**A two-constant rule for orbital energies across functionals: isobutylalane**

The table holds eleven orbital energies around the gap of C4H11Al from B97M-V, B3LYP and wB97X-V in def2-TZVPP at one PBE0-D4/def2-TZVP geometry (Ansatz 0.2.0). The program tests the rule ε = ε(B97M-V) + a·s, with a the long-range share of exact exchange and s = −3.4 eV for occupied and +2.5 eV for virtual levels, both taken from the wB97X-V shifts alone. The rule reproduces wB97X-V to 0.14 eV rms (0.06 eV with a depth slope) and B3LYP, with nothing further fitted, to 0.07 eV rms. One symmetric constant (0.44 eV rms) and scaling with the short-range share (3.08 eV rms for B3LYP) do worse. Levels of the same runs outside the table show misses of up to 0.8 eV in the deep valence region and a complete failure in the core.

Orbital energies of isobutylalane, C4H11Al (SMILES CC(C)[CH2][AlH2]), in the gas phase, computed with Ansatz 0.2.0 using B97M-V, B3LYP and wB97X-V with the def2-TZVPP basis at the PBE0-D4/def2-TZVP minimum. Index 0 is the HOMO and 1 the LUMO; orbitals are matched between functionals by their order in energy.

## Program and output

```python
# Table: orbital energies (eV) of isobutylalane C4H11Al, Ansatz 0.2.0, RKS B97M-V, B3LYP, wB97X-V / def2-TZVPP
# at a PBE0-D4/def2-TZVP geometry. Tested: eps = eps(B97M-V) + a_LR*s, one s for occupied, one for virtual
# levels; an added depth slope; rivals: one symmetric constant, scaling with the short-range fraction.
T = {
    'index': [-7, -6, -5, -4, -3, -2, -1, 0, 1, 2, 3],
    'b97m_v': [-9.88, -9.8, -9.53, -8.87, -8.41, -8.18, -7.35, -6.69, -1.97, -0.02, 0.86],  # eV
    'b3lyp': [-10.68, -10.57, -10.29, -9.59, -9.1, -8.91, -8.04, -7.32, -1.48, 0.41, 1.28],  # eV
    'wb97x_v': [-13.57, -13.38, -13.09, -12.29, -11.75, -11.55, -10.69, -9.89, 0.61, 2.49, 3.26],  # eV
    'shift': [-3.69, -3.58, -3.56, -3.42, -3.33, -3.37, -3.34, -3.2, 2.58, 2.51, 2.4],  # eV
}
import numpy as np
from scipy import constants as C
i = np.array([int(float(x)) for x in T['index']])
m, b, w, sh = (np.array(T[k], float) for k in ('b97m_v', 'b3lyp', 'wb97x_v', 'shift'))
occ = i <= 0; H = list(i).index(0); L = list(i).index(1)
aB, srB, srW = 0.20, 0.20, 0.17   # exchange fractions from the notes
rms = lambda x: float(np.sqrt(np.mean(np.square(x))))
def rep(name, e):
    k = np.argmax(abs(e)); print(f"{name}: rms {rms(e):.2f}, worst {e[k]:+.2f} eV at index {i[k]}")
fmt = lambda x: " ".join(f"{v:+.2f}" for v in x)
db = b - m; ratio = db / sh
so, sv = sh[occ].mean(), sh[~occ].mean()
ro, rv = round(so, 1), round(sv, 1)
print("rounding floor of a difference: up to 0.01 eV; errors are estimate minus table")
print(f"mean shift occ {so:+.3f}, virt {sv:+.3f} eV; rule uses {ro:+.1f}, {rv:+.1f} eV; B3LYP steps {aB*ro:+.2f}, {aB*rv:+.2f} eV")
s = np.where(occ, ro, rv); pw, pb = m + s, m + aB * s
k1, k0 = np.polyfit(m[occ] - m[H], sh[occ], 1)
print(f"depth term: occ shift = {k0:+.2f} eV + {k1:.3f}*(eps - eps_HOMO), eps from B97M-V")
pl = m + np.where(occ, k0 + k1 * (m - m[H]), rv)
print("idx | wB97X-V est, err | with slope err | B3LYP shift, est, err | ratio B3LYP/wB97X-V shift (eV)")
for j in range(len(i)):
    print(f"{i[j]:+d} | {pw[j]:+.2f} {pw[j]-w[j]:+.2f} | {pl[j]-w[j]:+.2f} | {db[j]:+.2f} {pb[j]:+.2f} {pb[j]-b[j]:+.2f} | {ratio[j]:.3f}")
rep("rule, wB97X-V", pw - w); rep("rule, B3LYP (nothing fitted)", pb - b); rep("rule + slope, wB97X-V", pl - w)
loo = np.array([sh[(occ == occ[j]) & (i != i[j])].mean() - sh[j] for j in range(len(i))])
rep("leave-one-out constants, wB97X-V", loo)
print(f"no correction: rms {rms(sh):.2f} (wB97X-V), {rms(db):.2f} (B3LYP) eV")
print(f"ratio mean occ {ratio[occ].mean():.3f}, virt {ratio[~occ].mean():.3f}, range {ratio.min():.3f}-{ratio.max():.3f}; long-range 0.20, short-range {srB/srW:.2f}")
s1 = abs(sh).mean(); rep(f"rival 1, symmetric +-{s1:.2f} eV, wB97X-V", np.where(occ, -s1, s1) - sh)
rep("rival 2, short-range scaling, B3LYP", srB / srW * s - db)
g = lambda x: x[L] - x[H]
print(f"gaps table: B97M-V {g(m):.2f}, B3LYP {g(b):.2f}, wB97X-V {g(w):.2f} eV; widening {g(b)-g(m):.2f}, {g(w)-g(m):.2f}")
print(f"gaps rule: B3LYP {g(pb):.2f} ({100*(g(pb)/g(b)-1):+.1f} %), wB97X-V {g(pw):.2f} ({100*(g(pw)/g(w)-1):+.1f} %); rule widening {rv-ro:.1f} eV")
print(f"B3LYP to wB97X-V: HOMO {w[H]-b[H]:+.2f}, LUMO {w[L]-b[L]:+.2f} eV; B97M-V spacing -7/-6 {m[1]-m[0]:.2f} eV")
ke = C.e / (4 * np.pi * C.epsilon_0 * 1e-10)
print(f"crude size: e2/(4 pi eps0) = {ke:.1f} eV A; |s| = half of it over d gives d = {ke/2/abs(ro):.1f}, {ke/2/rv:.1f} A")
# Further outputs of the same runs (eV), not in the table, not fitted; order B97M-V, B3LYP, wB97X-V
deep = np.array([[-21.370, -18.100, -17.739, -14.630, -11.947, -11.216, -10.871],
                 [-21.952, -18.714, -18.312, -15.294, -12.735, -11.994, -11.656],
                 [-25.567, -22.162, -21.755, -18.537, -15.786, -14.955, -14.626]])
high = np.array([[1.076, 1.426, 1.786, 1.874, 2.119], [1.414, 1.770, 2.136, 2.202, 2.416], [3.503, 3.896, 4.335, 4.421, 4.649]])
core = np.array([[-1526.529, -277.211, -113.053, -71.752], [-1524.037, -276.934, -112.042, -72.810], [-1524.968, -279.531, -115.112, -75.663]])
for name, X, r in (("deep valence -14..-8", deep, ro), ("virtual 4..8", high, rv), ("core Al1s C1s Al2s Al2p", core, ro)):
    dw, d3 = X[2] - X[0], X[1] - X[0]
    print(f"{name}: wB97X-V shift {fmt(dw)} | rule err {fmt(r-dw)}")
    print(f"   B3LYP shift {fmt(d3)} | rule err {fmt(aB*r-d3)}")
    print(f"   ratio {fmt(d3/dw)}")
print("deep valence, slope form err (eV):", fmt(k0 + k1 * (deep[0] - m[H]) - (deep[2] - deep[0])))
assert np.all(sh[occ] < 0) and np.all(sh[~occ] > 0)
assert np.all((ratio > 0.1) & (ratio < 0.3))
assert np.all(abs(w - m - sh) < 0.016)
assert abs(so) > sv
```

Printed output:

```
rounding floor of a difference: up to 0.01 eV; errors are estimate minus table
mean shift occ -3.436, virt +2.497 eV; rule uses -3.4, +2.5 eV; B3LYP steps -0.68, +0.50 eV
depth term: occ shift = -3.19 eV + 0.130*(eps - eps_HOMO), eps from B97M-V
idx | wB97X-V est, err | with slope err | B3LYP shift, est, err | ratio B3LYP/wB97X-V shift (eV)
-7 | -13.28 +0.29 | +0.09 | -0.80 -10.56 +0.12 | 0.217
-6 | -13.20 +0.18 | -0.01 | -0.77 -10.48 +0.09 | 0.215
-5 | -12.93 +0.16 | +0.00 | -0.76 -10.21 +0.08 | 0.213
-4 | -12.27 +0.02 | -0.05 | -0.72 -9.55 +0.04 | 0.211
-3 | -11.81 -0.06 | -0.07 | -0.69 -9.09 +0.01 | 0.207
-2 | -11.58 -0.03 | -0.01 | -0.73 -8.86 +0.05 | 0.217
-1 | -10.75 -0.06 | +0.06 | -0.69 -8.03 +0.01 | 0.207
+0 | -10.09 -0.20 | +0.01 | -0.63 -7.37 -0.05 | 0.197
+1 | +0.53 -0.08 | -0.08 | +0.49 -1.47 +0.01 | 0.190
+2 | +2.48 -0.01 | -0.01 | +0.43 +0.48 +0.07 | 0.171
+3 | +3.36 +0.10 | +0.10 | +0.42 +1.36 +0.08 | 0.175
rule, wB97X-V: rms 0.14, worst +0.29 eV at index -7
rule, B3LYP (nothing fitted): rms 0.07, worst +0.12 eV at index -7
rule + slope, wB97X-V: rms 0.06, worst +0.10 eV at index 3
leave-one-out constants, wB97X-V: rms 0.16, worst +0.29 eV at index -7
no correction: rms 3.21 (wB97X-V), 0.66 (B3LYP) eV
ratio mean occ 0.210, virt 0.179, range 0.171-0.217; long-range 0.20, short-range 1.18
rival 1, symmetric +-3.18 eV, wB97X-V: rms 0.44, worst +0.78 eV at index 3
rival 2, short-range scaling, B3LYP: rms 3.08, worst -3.37 eV at index 0
gaps table: B97M-V 4.72, B3LYP 5.84, wB97X-V 10.50 eV; widening 1.12, 5.78
gaps rule: B3LYP 5.90 (+1.0 %), wB97X-V 10.62 (+1.1 %); rule widening 5.9 eV
B3LYP to wB97X-V: HOMO -2.57, LUMO +2.09 eV; B97M-V spacing -7/-6 0.08 eV
crude size: e2/(4 pi eps0) = 14.4 eV A; |s| = half of it over d gives d = 2.1, 2.9 A
deep valence -14..-8: wB97X-V shift -4.20 -4.06 -4.02 -3.91 -3.84 -3.74 -3.75 | rule err +0.80 +0.66 +0.62 +0.51 +0.44 +0.34 +0.35
   B3LYP shift -0.58 -0.61 -0.57 -0.66 -0.79 -0.78 -0.79 | rule err -0.10 -0.07 -0.11 -0.02 +0.11 +0.10 +0.11
   ratio +0.14 +0.15 +0.14 +0.17 +0.21 +0.21 +0.21
virtual 4..8: wB97X-V shift +2.43 +2.47 +2.55 +2.55 +2.53 | rule err +0.07 +0.03 -0.05 -0.05 -0.03
   B3LYP shift +0.34 +0.34 +0.35 +0.33 +0.30 | rule err +0.16 +0.16 +0.15 +0.17 +0.20
   ratio +0.14 +0.14 +0.14 +0.13 +0.12
core Al1s C1s Al2s Al2p: wB97X-V shift +1.56 -2.32 -2.06 -3.91 | rule err -4.96 -1.08 -1.34 +0.51
   B3LYP shift +2.49 +0.28 +1.01 -1.06 | rule err -3.17 -0.96 -1.69 +0.38
   ratio +1.60 -0.12 -0.49 +0.27
deep valence, slope form err (eV): -0.90 -0.61 -0.61 -0.31 -0.03 -0.04 +0.02
```
